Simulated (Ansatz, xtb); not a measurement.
## Relative energy of two isomers of C4H7FOSi

We compare a, `C#C[Si@H](F)OCC`, a singlet, with b, `O[Si@@H]1CC=C(F)C1`, a singlet. Both are isolated molecules in the gas phase, relaxed with r2SCAN-D4/def2-SVP; the shapes shown needn't be the lowest conformers.

a (Å):

| atom | x (Å) | y (Å) | z (Å) |
| --- | --- | --- | --- |
| C | -1.9724 | 0.1871 | -1.5839 |
| C | -2.0793 | 1.1070 | -0.7881 |
| C | -0.3144 | 1.4648 | 2.0674 |
| C | -0.2364 | 0.8719 | 3.4555 |
| F | -1.5102 | 3.7494 | -0.1785 |
| O | -1.6117 | 2.0259 | 1.8733 |
| Si | -2.2725 | 2.4538 | 0.4331 |
| H | -1.8782 | -0.6197 | -2.2899 |
| H | -3.6827 | 2.8063 | 0.6771 |
| H | -0.1201 | 0.6906 | 1.3004 |
| H | 0.4459 | 2.2572 | 1.9378 |
| H | -0.9837 | 0.0730 | 3.5766 |
| H | 0.7632 | 0.4477 | 3.6375 |
| H | -0.4325 | 1.6440 | 4.2149 |

b (Å):

```yaml
atoms:
  - { symbol: C, position_ang: [-0.6105, 0.4114, 1.4810] }
  - { symbol: C, position_ang: [0.8597, 0.6744, 1.2687] }
  - { symbol: C, position_ang: [1.7211, 0.1069, 2.1306] }
  - { symbol: C, position_ang: [1.2515, -0.7613, 3.2538] }
  - { symbol: F, position_ang: [3.0482, 0.2896, 2.0278] }
  - { symbol: O, position_ang: [-0.9485, -2.4131, 2.4371] }
  - { symbol: Si, position_ang: [-0.6023, -0.8472, 2.9048] }
  - { symbol: H, position_ang: [-1.8765, -2.6413, 2.3116] }
  - { symbol: H, position_ang: [-1.4770, -0.4508, 4.0523] }
  - { symbol: H, position_ang: [-1.0905, 0.0056, 0.5706] }
  - { symbol: H, position_ang: [-1.1630, 1.3379, 1.7273] }
  - { symbol: H, position_ang: [1.2294, 1.3043, 0.4522] }
  - { symbol: H, position_ang: [1.5131, -0.3238, 4.2343] }
  - { symbol: H, position_ang: [1.7257, -1.7586, 3.2145] }
```

Quicker runs give these differences E(b) − E(a): GFN2-xTB +8.7 kcal/mol; HF/STO-3G −28.4 kcal/mol (at GFN2-xTB geometries); r2SCAN-D4/def2-SVP//GFN2-xTB −1.1 kcal/mol.

Task: Estimate which is lower in electronic energy at CCSD(T)/def2-SVP + ΔMP2/def2-TZVPP, and by roughly how much.

Result: The CCSD(T)/def2-SVP + ΔMP2/def2-TZVPP calculation puts structure a lower, by 11.2 kcal/mol.

How the difference moves with the method:

```csv
level,geometry,E(b) − E(a) (kcal/mol),departure from the last row (kcal/mol),"job, with rough time for the two"
GFN2-xTB,GFN2-xTB,+8.7,−2.5,"optimisation, 0.25 s"
HF/STO-3G,GFN2-xTB,−28.4,−39.6,"single point, 0.72 s"
r2SCAN-D4/def2-SVP//GFN2-xTB,GFN2-xTB,−1.1,−12.3,"single point, 4.5 s"
r2SCAN-D4/def2-SVP,r2SCAN-D4/def2-SVP,−0.6,−11.8,"optimisation, 1.7 min"
HF/def2-SVP,r2SCAN-D4/def2-SVP,+13.9,+2.7,part of the CCSD(T) run
MP2/def2-SVP,r2SCAN-D4/def2-SVP,+10.6,−0.6,part of the CCSD(T) run
CCSD(T)/def2-SVP,r2SCAN-D4/def2-SVP,+9.4,−1.8,single point
CCSD(T)/def2-SVP + ΔMP2/def2-TZVPP,r2SCAN-D4/def2-SVP,+11.2,,"single point, 96 s"
```

As drawn, b has 1 C–Si, 1 C–C, 1 C=C, 1 C–F, 1 O–H in place of 1 C≡C, 1 F–Si, 1 C–O, 1 C–H. Structure a has no ring, b a 5-membered ring.

HF/STO-3G, r2SCAN-D4/def2-SVP//GFN2-xTB, r2SCAN-D4/def2-SVP put the two in the other order. The largest departure from CCSD(T)/def2-SVP + ΔMP2/def2-TZVPP is that of HF/STO-3G, 39.6 kcal/mol. The last row adds to CCSD(T) the change of the MP2 difference between the two basis sets, here +1.8 kcal/mol.

With thermal terms from frequencies at re-optimised GFN2-xTB minima (ideal gas, soft modes damped towards free rotors, one conformer each, 298.15 K, 1 atm): the zero-point term adds +0.8 kcal/mol; ΔH is +10.8 and ΔG +13.8 kcal/mol.

The correlated steps freeze 11 core orbitals. Programs: Ansatz 0.2.0, xtb 6.7.1; the last row on 2 threads of Intel(R) Xeon(R) Processor @ 2.70GHz on a shared host.

The open-chain fluorosilane a lies below the cyclic silanol b, and the main reason is probably where fluorine sits. Silicon is much more electropositive than carbon, so the Si–F bond is strongly polar and exceptionally strong, and b gives it up for a vinylic C–F bond. In return b turns the alkyne into an alkene and gains σ bonds, normally a substantial stabilisation, but here not enough to compensate.

Hartree–Fock already gives this order in def2-SVP, and correlation narrows the gap only moderately, so the preference isn't a correlation effect. The reversal in STO-3G suggests that a minimal basis, lacking polarisation functions, badly misjudges the exchange of polar silicon bonds and π bonds for σ bonds. The r2SCAN error can't be blamed mainly on geometry, since relaxation barely shifts its result.

Entropy widens the preference for a, as expected when ring closure removes floppy internal rotations. This thermodynamic ordering says nothing about how readily the isomers interconvert, which would require extensive bond reorganisation.
